\section*{Response of the even--odd conductance oscillation of a sodium chain}

\subsection*{Problem}

A chain of $N=1,\dots,6$ Na atoms has one $s$ orbital per atom, on-site energy $\varepsilon_0$ and hopping $-t$, so that the band is $E-\varepsilon_0=-2t\cos ka$. The electrodes enter as energy-independent self-energies $-ig_L$ on atom 1 and $-ig_R$ on atom $N$ (broadenings $\Gamma=2g$). The zero-temperature linear conductance is $G_0T(E_F)$ with $G_0=2e^2/h$ and
\begin{equation}
T=4g_Lg_R\,|G_{1N}|^2,\qquad G=(E-H-\Sigma)^{-1}.
\end{equation}
Fix $t$ by equating the Fermi velocity at half filling, $2ta/\hbar$, to the free-electron value $\hbar\pi/(2ma)$. A typical spacing $a\approx3.3$~\AA{} gives $t=\pi\hbar^2/(4ma^2)=0.55$~eV. The reference state has $E_F=\varepsilon_0$ and $g_L=g_R=g=0.40$~eV, an input chosen so that even chains lie roughly ten per cent below odd ones, as is typical of density-functional transport calculations on Na chains. Predict the sign and size of the change of $T$, first by reasoning and then by calculation, when (a) the left contact changes, (b) the bonds change, (c) one atom is substituted, (d) $E_F$ moves off the band centre, (e) Na is replaced by Cu.

\subsection*{Reference state}

Current is conserved along the chain, so any atom $j$ may serve as the device, with everything to its left and right as leads. At $E=\varepsilon_0$ an atom carrying the self-energy $-i\lambda$ passes $t^2/(i\lambda)=-it^2/\lambda$ to its neighbour. The self-energies stay imaginary and obey $\lambda_{j+1}=t_j^2/\lambda_j$, with $t_j$ the bond between atoms $j$ and $j+1$ and $\lambda_1=g_L$; the same recursion runs from the right. Hence
\begin{equation}
T=\frac{4\lambda_L\lambda_R}{(\lambda_L+\lambda_R)^2}=\operatorname{sech}^2\frac{u}{2},\qquad u=\ln\frac{\lambda_L}{\lambda_R},\qquad \frac{d\ln T}{du}=-\tanh\frac{u}{2}.
\label{eq:match}
\end{equation}
Take $j=N$, where $\lambda_R=g_R$. For uniform bonds $\lambda_L=g_L$ if $N$ is odd and $t^2/g_L$ if $N$ is even:
\begin{equation}
T_{\rm odd}=\frac{4g_Lg_R}{(g_L+g_R)^2},\qquad T_{\rm even}=\frac{4g_Lg_Rt^2}{(t^2+g_Lg_R)^2}.
\label{eq:evenodd}
\end{equation}
In the reference state $u_{\rm odd}=0$ and $u_{\rm even}=\ln(t^2/g^2)=0.637$, so $T_{\rm odd}=1$, $T_{\rm even}=0.905$ and $\tanh(u_{\rm even}/2)=0.308$. Odd chains sit at the maximum of Eq.~\eqref{eq:match} and can only lose, at second order. Even chains sit on its flank and respond to a change of $u$ at first order, with either sign.

\subsection*{(a) Left contact}

\emph{Reasoning.} Lowering $g_L$ from 0.40 to 0.30~eV moves $|u|$ up by $\ln(4/3)=0.288$ for both parities. Odd chains change by about $-u^2/4=-0.021$, even chains by about $-0.905\times0.308\times0.288=-0.080$, so the oscillation deepens. Raising $g_L$ lowers $u_{\rm even}$ and raises $u_{\rm odd}$. The two are equal at $g_L=t$, where $-ig_L$ is the self-energy of a semi-infinite continuation of the chain. That end then does not reflect, and without a second mirror there is no oscillation.

\emph{Calculation.} Equation~\eqref{eq:evenodd} gives $T_{\rm odd}=0.980$ and $T_{\rm even}=0.813$ at $g_L=0.30$~eV; the linear estimate falls short because $\tanh(u/2)$ grows along the way. At $g_L=0.55$~eV both equal $0.975$. At $g_L=t^2/g_R=0.756$~eV the parity is fully inverted, $T_{\rm even}=1$ and $T_{\rm odd}=0.905$. Odd chains conduct better only while $|\ln(g_L/g_R)|<|\ln(g_Lg_R/t^2)|$.

\subsection*{(b) Bonds}

\emph{Uniform stretch by 5\%, contacts fixed.} With $t\propto a^{-2}$ as above, $t$ falls to $0.499$~eV. $T_{\rm odd}$ contains no $t$ and stays at 1. For even $N$, $u$ changes by $-4\ln1.05=-0.195$ toward matching, so stretching \emph{raises} the conductance, by about $0.905\times0.308\times0.195=0.054$. Equation~\eqref{eq:evenodd} gives $T_{\rm even}=0.953$, for every even $N$. The sign would be opposite for $g>t$.

\emph{Bond alternation.} Let $t_j=t(1+\eta)$ for odd $j$ and $t(1-\eta)$ for even $j$, with $\eta=0.05$ and $w=\ln[(1+\eta)/(1-\eta)]=0.100$. Each pair of bonds multiplies $\lambda$ by $e^{\pm2w}$, so the mismatch accumulates with length:
\begin{equation}
u_{\rm odd}=-(N-1)w,\qquad u_{\rm even}=\ln\frac{t^2(1+\eta)^2}{g^2}+(N-2)w .
\end{equation}
Odd chains should lose about $(N-1)^2w^2/4$, which is $0.040$ for $N=5$. Even chains, with strong bonds at both ends, move away from matching and lose at first order. The row ``alternation'' of the table under (d) bears out both statements.

\subsection*{(c) One substituted atom}

Let atom $j$ carry an on-site shift $V=+0.30$~eV, an illustrative value with the sign expected for K, whose $s$ level lies above that of Na. Choosing this atom as the device gives exactly
\begin{equation}
T=\frac{4\lambda_L\lambda_R}{(\lambda_L+\lambda_R)^2+V^2}.
\label{eq:imp}
\end{equation}
\emph{Reasoning.} The change is always negative, even in $V$, and of relative size $V^2/(\lambda_L+\lambda_R)^2$ when small. In an odd chain the odd sites have $\lambda_L+\lambda_R=2g=0.80$~eV and the even sites $2t^2/g=1.51$~eV. The local density of states is $1/[\pi(\lambda_L+\lambda_R)]$ per spin, low on the even sites, where the isolated chain's level at $\varepsilon_0$ has its nodes. The ratios are $0.14$ and $0.039$. In an even chain every site has $g+t^2/g=1.16$~eV, ratio $0.067$, so position should not matter.

\emph{Calculation.} For $N=5$, $T=0.877$ with the foreign atom on sites 1, 3 or 5 and $0.962$ on sites 2 or 4. For $N=6$, $T=0.848$ on any site. If both bonds of an interior foreign atom are also scaled by a factor $s$, both $\lambda$ scale by $s^2$: the matching is untouched and $V$ is replaced by $V/s^2$.

\subsection*{(d) Fermi level off centre}

Let $E_F-\varepsilon_0=-0.15$~eV with $g$ held constant. Since $|G_{1N}|=t^{N-1}/|D|$ with $D=d_N+2ig\,d_{N-1}-g^2d_{N-2}$ and $d_n=(-t)^n\sin[(n+1)ka]/\sin ka$, writing the sines as exponentials gives, with $\gamma=g/t=0.727$,
\begin{equation}
T=\frac{(1-|r|^2)^2}{|1-r^2e^{2i(N-1)ka}|^2},\qquad r=\frac{e^{ika}-i\gamma}{e^{-ika}-i\gamma}.
\label{eq:fp}
\end{equation}
The round-trip phase $\Phi=2\arg r+2(N-1)ka$ advances by $2k_Fa$ per atom, so the period is $\pi/(k_Fa)$ atoms. As $N$ is an integer, above half filling this is seen as $\pi/(\pi-k_Fa)$. The sign of the shift is immaterial: the chain is bipartite and $\Sigma$ imaginary, so $T$ is even in $E_F-\varepsilon_0$.

\emph{Reasoning.} At the band centre odd chains are on resonance and must fall. Put $k_Fa=\pi/2-\theta$, with $\sin\theta=0.15/(2t)$, so $\theta=0.137$. For $\theta\ll1-\gamma$, $\arg r\simeq\pi-2\theta/(1-\gamma^2)$, and modulo $2\pi$
\begin{equation}
\Phi\simeq(N-1)\pi-2\theta\left[N+\frac{1+\gamma^2}{1-\gamma^2}\right].
\end{equation}
Even chains start at antiresonance and rise as the phase slips. The reflection phases add $3.25$ atoms to the length. The even and odd branches cross when the slip reaches $\pi/2$,
\begin{equation}
N_c\simeq\frac{\pi}{4\theta}-\frac{1+\gamma^2}{1-\gamma^2}=2.5 .
\label{eq:nc}
\end{equation}
Because $\theta$ is half of $1-\gamma=0.27$, this locates the crossing only as lying between 2 and 3.

\emph{Calculation.} $k_Fa=1.434$, which is $0.91$ electrons per atom in the infinite chain. The period is $2.19$ atoms, seen as an even--odd pattern whose parity reverses every $\pi/(2\theta)=11.5$ atoms, between the bounds 1 and $4\gamma^2\sin^2k_Fa/(1+\gamma^2)^2=0.888$.

\begin{center}
\begin{tabular}{lcccccc}
\hline
$N$ & 1 & 2 & 3 & 4 & 5 & 6\\
\hline
reference & 1 & 0.905 & 1 & 0.905 & 1 & 0.905\\
alternation, $\eta=0.05$ & 1 & 0.876 & 0.990 & 0.810 & 0.961 & 0.736\\
shift, $-0.15$~eV & 0.966 & 0.931 & 0.936 & 0.961 & 0.909 & 0.987\\
\hline
\end{tabular}
\end{center}

The odd branch falls and the even branch rises, nearly meeting at $N=2,3$; among $N=3$ to 6 each even chain conducts better than its odd neighbours.

\subsection*{(e) Copper in place of sodium}

Cu, the wiring metal whose filaments in conductive-bridge memory cells can narrow to atomic width, is also monovalent. A typical chain spacing $a\approx2.3$~\AA{} gives $t=1.13$~eV by the same rule. \emph{Reasoning.} $T$ depends only on $g/t$ and $(E_F-\varepsilon_0)/t$. At unchanged $\gamma$ the reference row is unchanged, while a given shift in eV costs about half the phase, so the crossing should move beyond six atoms. \emph{Calculation.} For $-0.15$~eV, $\theta=0.066$ and Eq.~\eqref{eq:nc} gives $N_c\simeq8.6$; Eq.~\eqref{eq:fp} keeps $N=5$ above $N=6$. The one-band picture holds for Cu only while the $d$ bands, typically close below $E_F$ in a chain, stay closed.

\subsection*{Size of the neglected terms}

All numbers above are the model's. Two omissions rival the smaller effects. Averaging the reference $T(E)$ over $-\partial f/\partial E$ at 300~K changes it by about $-0.01$ for $N=5$ and $+0.01$ for $N=6$, half the odd-chain change in (a). A real part of the self-energy matters more. With $\Sigma=\Delta-ig$ at both ends the recursion $\Sigma_{j+1}=-t^2/\Sigma_j$ gives
\begin{equation}
T_{\rm odd}=\frac{g^2}{g^2+\Delta^2},\qquad T_{\rm even}=\frac{4g^2t^2}{|\Sigma^2-t^2|^2}.
\end{equation}
An illustrative $\Delta=0.10$~eV yields $0.941$ and $0.917$, which cuts the contrast from $0.095$ to $0.024$. Amplitude and parity of the oscillation are therefore set by the contacts as much as by the chain, whereas its period depends on $k_Fa$ alone.